**Hand rule for the vibrational wavenumbers of H₂Sn(NH₂)Cl from those of H₂Ge(NH₂)Cl**

The table holds the 15 unscaled harmonic wavenumbers of both molecules at PBE0-D4/def2-TZVP (Ansatz 0.2.0), matched by order. The program tests ν̃(Sn) = sᵖ·ν̃(Ge), with s = 0.900 the ratio of Ge–H to Sn–H bond lengths and p = 0, 1 or 2 chosen by wavenumber range, against a pure mass effect and a single fitted factor. The rule has a mean absolute error of 3.6 % over modes 3 to 15 (worst mode 5, +15 %) and fails for modes 1 and 2. For the product of all 15 ratios, the Teller–Redlich rule gives 0.840 for mass alone against 0.049 in the table. The geometries show that the two molecules are different conformers, so the ratios mix element and conformer effects.

Unscaled harmonic wavenumbers of H₂*(NH₂)Cl with * = Ge or Sn, calculated with Ansatz 0.2.0 at the PBE0-D4/def2-TZVP level for minima optimised at the same level. All modes are listed in rising order and matched between the two molecules by that order alone, so the modes in a row can differ in character.

## Script

```python
# Table: unscaled harmonic wavenumbers (1/cm) of H2M(NH2)Cl, M = Ge, Sn; Ansatz 0.2.0, PBE0-D4/def2-TZVP.
# Tested: hand rule w(Sn) = s^p w(Ge), s = r(Ge-H)/r(Sn-H), p = 0, 1, 2 by range; against mass alone and one factor.
T = {
    'mode': [1, 2, 3, 4, 5, 6, 7, 8, 9, 10, 11, 12, 13, 14, 15],
    'w_Ge': [185.2, 232.9, 404.4, 486.0, 558.4, 680.3, 716.9, 801.3, 852.3, 933.7, 1585.1, 2191.5, 2201.7, 3566.4, 3661.2],  # 1/cm
    'w_Sn': [89.6, 154.2, 339.9, 383.9, 392.4, 537.7, 626.5, 653.2, 683.3, 848.0, 1562.2, 1964.4, 1977.4, 3579.4, 3683.2],  # 1/cm
    'ratio': [0.48, 0.66, 0.84, 0.79, 0.7, 0.79, 0.87, 0.82, 0.8, 0.91, 0.99, 0.9, 0.9, 1.0, 1.01],
}
import numpy as np
from scipy import constants as C
g, t = np.array(T['w_Ge'], float), np.array(T['w_Sn'], float); R = t/g
# geometries (A) typed from further outputs of the same runs; order N, M, Cl, H(N), H(N), H(M), H(M)
G = np.array([[-.79,.52,-.72],[.58,0,.35],[.39,-2.06,1.03],[-1.70,.53,-.28],[-.86,.01,-1.60],[.56,.86,1.62],[1.88,.06,-.45]])
S = np.array([[-.97,-.02,-.83],[.56,.04,.45],[.85,-2.13,1.25],[-1.80,.48,-.57],[-.76,.17,-1.80],[.17,.98,1.81],[2.01,.42,-.36]])
mG, mS, mH, mN, mCl = 72.6, 118.7, 1.008, 14.007, 35.45  # standard atomic weights
nr = np.linalg.norm
d = lambda X, i, j: nr(X[i]-X[j])
rH = lambda X: (d(X,1,5)+d(X,1,6))/2
ang = lambda a, b: np.degrees(np.arccos(a@b/nr(a)/nr(b)))
def dih(X, h):
    u = (X[1]-X[0])/d(X,0,1); p = lambda v: v-(v@u)*u
    return ang(p(X[2]-X[1]), p(X[h]-X[0]))
for n, X in (('Ge', G), ('Sn', S)):
    a = sum(ang(X[i]-X[0], X[j]-X[0]) for i, j in ((1,3),(1,4),(3,4)))
    print(f"{n}: M-H {rH(X):.2f}, M-N {d(X,0,1):.2f}, M-Cl {d(X,1,2):.2f} A; |Cl-M-N-H| {dih(X,3):.0f}, {dih(X,4):.0f} deg; angle sum at N {a:.0f} deg")
s, sN, sCl = rH(G)/rH(S), d(G,0,1)/d(S,0,1), d(G,1,2)/d(S,1,2)
rng = np.random.default_rng(0); e = lambda: rng.uniform(-.005, .005, G.shape)
ss = np.array([rH(G+e())/rH(S+e()) for _ in range(2000)])
print(f"length ratios Ge/Sn: M-H s = {s:.3f} (+-{ss.std():.3f} from coordinate rounding), s^2 = {s*s:.3f}; M-N {sN:.3f}; M-Cl {sCl:.3f}")
mu = lambda a, b: a*b/(a+b)
mf = lambda m: np.sqrt(mu(mG, m)/mu(mS, m))
print(f"diatomic mass factors: M-H {mf(mH):.4f}, M-NH2 {mf(mN+2*mH):.3f}, M-Cl {mf(mCl):.3f}; sqrt(mGe/mSn) {np.sqrt(mG/mS):.3f}")
k = lambda w, M: mu(M, mH)*C.atomic_mass*(2*np.pi*C.c*100*w)**2
kG, kS = k(g[11:13].mean(), mG), k(t[11:13].mean(), mS); n = np.log(kS/kG)/np.log(s)
print(f"M-H, rows 12-13: k {kG:.0f} -> {kS:.0f} N/m ({100*(kS/kG-1):+.1f} %); k ~ r^-n, n = {n:.2f} +- {(np.log(kS/kG)/np.log(ss)).std():.2f}")
p = np.where(g < 1000, 2, np.where((g > 2000) & (g < 2500), 1, 0))
est = g*s**p; err = 100*(est/t-1)
ref = est.copy(); ref[2] = g[2]*sCl*mf(mCl); ref[6] = g[6]*sN*mf(mN+2*mH); ref[9] = g[9]*sN
er2 = 100*(ref/t-1)
print("mode  Ge      Sn    Sn/Ge  p  estimate  diff(1/cm)  error %  refined error %")
for i in range(len(g)):
    print(f"{int(T['mode'][i]):3d} {g[i]:7.1f} {t[i]:7.1f} {R[i]:6.3f} {p[i]:2d} {est[i]:8.0f} {est[i]-t[i]:+9.0f} {err[i]:+9.1f} {er2[i]:+9.1f}")
print("table rounding 0.05 1/cm, at most %.2f %% of any value" % (100*0.05/t.min()))
def rep(name, x):
    y = abs(x[2:]); print(f"{name}: rows 3-15 mean |error| {y.mean():.1f} %, worst row {y.argmax()+3} {x[2:][y.argmax()]:+.1f} %; rows 1, 2 {x[0]:+.0f}, {x[1]:+.0f} %")
rep("rule s^p", err); rep("refined rows 3, 7, 10", er2)
s0 = (1.2+0.3)/(1.4+0.3)  # rough recalled covalent radii Ge 1.2, Sn 1.4, H 0.3 A
rep(f"s = {s0:.3f} from rough radii", 100*(g*s0**p/t-1))
f = np.exp(np.log(R[2:]).mean()); rep(f"one factor {f:.3f}", 100*(f/R-1))
rep("sqrt(mGe/mSn) for all", 100*(np.sqrt(mG/mS)/R-1))
print(f"rows 3-10: mean |error| {abs(err[2:10]).mean():.1f} % (refined {abs(er2[2:10]).mean():.1f} %); sums {g[2:10].sum():.0f} -> {t[2:10].sum():.0f}, ratio {t[2:10].sum()/g[2:10].sum():.3f}")
print(f"M-Cl estimate {ref[2]:.0f} 1/cm vs Sn rows 3, 4, 5: " + ", ".join(f"{100*(ref[2]/x-1):+.1f} %" for x in t[2:5]))
print("effective p = ln(ratio)/ln(s), rows 1-10: " + " ".join(f"{x:.1f}" for x in np.log(R[:10])/np.log(s)))
def inert(M):
    m = np.array([mN, M, mCl, mH, mH, mH, mH]); X = G-(m@G)/m.sum()
    I = sum(a*((x@x)*np.eye(3)-np.outer(x, x)) for a, x in zip(m, X))
    return m.sum(), np.linalg.det(I)
(M1, I1), (M2, I2) = inert(mG), inert(mS)
PR = (mG/mS*M2/M1)**1.5*np.sqrt(I2/I1)
print(f"product of 15 ratios: table {R.prod():.3f}, rows 3-15 {R[2:].prod():.3f}; mass alone (product rule, Ge geometry) {PR:.3f}")
print(f"mass share of ln(product): {100*np.log(PR)/np.log(R.prod()):.0f} % of all rows")
z = lambda w: 0.5*w.sum()*100*C.h*C.c*C.N_A/1000
print(f"zero-point energy kJ/mol: Ge {z(g):.1f}, Sn {z(t):.1f}, rule {z(est):.1f} ({z(est)-z(t):+.1f}); ratio Sn/Ge {z(t)/z(g):.3f}")
print(f"N-H shifts rows 11, 14, 15: {t[10]-g[10]:+.1f}, {t[13]-g[13]:+.1f}, {t[14]-g[14]:+.1f} 1/cm")
assert np.all(abs(R[p == 0]-1) < 0.02)
assert 1.5 < n < 3.5 and mf(mH) > 0.99
assert R[2:].prod() < 0.5*PR
assert dih(G, 3) < 90 < dih(S, 3)
```

Running it gives:

```
Ge: M-H 1.53, M-N 1.81, M-Cl 2.18 A; |Cl-M-N-H| 64, 64 deg; angle sum at N 338 deg
Sn: M-H 1.70, M-N 2.00, M-Cl 2.33 A; |Cl-M-N-H| 114, 114 deg; angle sum at N 343 deg
length ratios Ge/Sn: M-H s = 0.900 (+-0.002 from coordinate rounding), s^2 = 0.810; M-N 0.909; M-Cl 0.934
diatomic mass factors: M-H 0.9973, M-NH2 0.964, M-Cl 0.934; sqrt(mGe/mSn) 0.782
M-H, rows 12-13: k 283 -> 229 N/m (-19.1 %); k ~ r^-n, n = 2.00 +- 0.04
mode  Ge      Sn    Sn/Ge  p  estimate  diff(1/cm)  error %  refined error %
  1   185.2    89.6  0.484  2      150       +60     +67.4     +67.4
  2   232.9   154.2  0.662  2      189       +34     +22.3     +22.3
  3   404.4   339.9  0.841  2      327       -12      -3.7      +3.8
  4   486.0   383.9  0.790  2      393       +10      +2.5      +2.5
  5   558.4   392.4  0.703  2      452       +60     +15.2     +15.2
  6   680.3   537.7  0.790  2      551       +13      +2.4      +2.4
  7   716.9   626.5  0.874  2      580       -46      -7.4      +0.3
  8   801.3   653.2  0.815  2      649        -4      -0.7      -0.7
  9   852.3   683.3  0.802  2      690        +7      +1.0      +1.0
 10   933.7   848.0  0.908  2      756       -92     -10.9      +0.1
 11  1585.1  1562.2  0.986  0     1585       +23      +1.5      +1.5
 12  2191.5  1964.4  0.896  1     1972        +8      +0.4      +0.4
 13  2201.7  1977.4  0.898  1     1981        +4      +0.2      +0.2
 14  3566.4  3579.4  1.004  0     3566       -13      -0.4      -0.4
 15  3661.2  3683.2  1.006  0     3661       -22      -0.6      -0.6
table rounding 0.05 1/cm, at most 0.06 % of any value
rule s^p: rows 3-15 mean |error| 3.6 %, worst row 5 +15.2 %; rows 1, 2 +67, +22 %
refined rows 3, 7, 10: rows 3-15 mean |error| 2.2 %, worst row 5 +15.2 %; rows 1, 2 +67, +22 %
s = 0.882 from rough radii: rows 3-15 mean |error| 4.6 %, worst row 10 -14.3 %; rows 1, 2 +61, +18 %
one factor 0.866: rows 3-15 mean |error| 8.6 %, worst row 5 +23.2 %; rows 1, 2 +79, +31 %
sqrt(mGe/mSn) for all: rows 3-15 mean |error| 10.9 %, worst row 15 -22.3 %; rows 1, 2 +62, +18 %
rows 3-10: mean |error| 5.5 % (refined 3.3 %); sums 5433 -> 4465, ratio 0.822
M-Cl estimate 353 1/cm vs Sn rows 3, 4, 5: +3.8 %, -8.1 %, -10.1 %
effective p = ln(ratio)/ln(s), rows 1-10: 6.9 3.9 1.6 2.2 3.3 2.2 1.3 1.9 2.1 0.9
product of 15 ratios: table 0.049, rows 3-15 0.153; mass alone (product rule, Ge geometry) 0.840
mass share of ln(product): 6 % of all rows
zero-point energy kJ/mol: Ge 114.0, Sn 104.5, rule 104.7 (+0.2); ratio Sn/Ge 0.917
N-H shifts rows 11, 14, 15: -22.9, +13.0, +22.0 1/cm
```
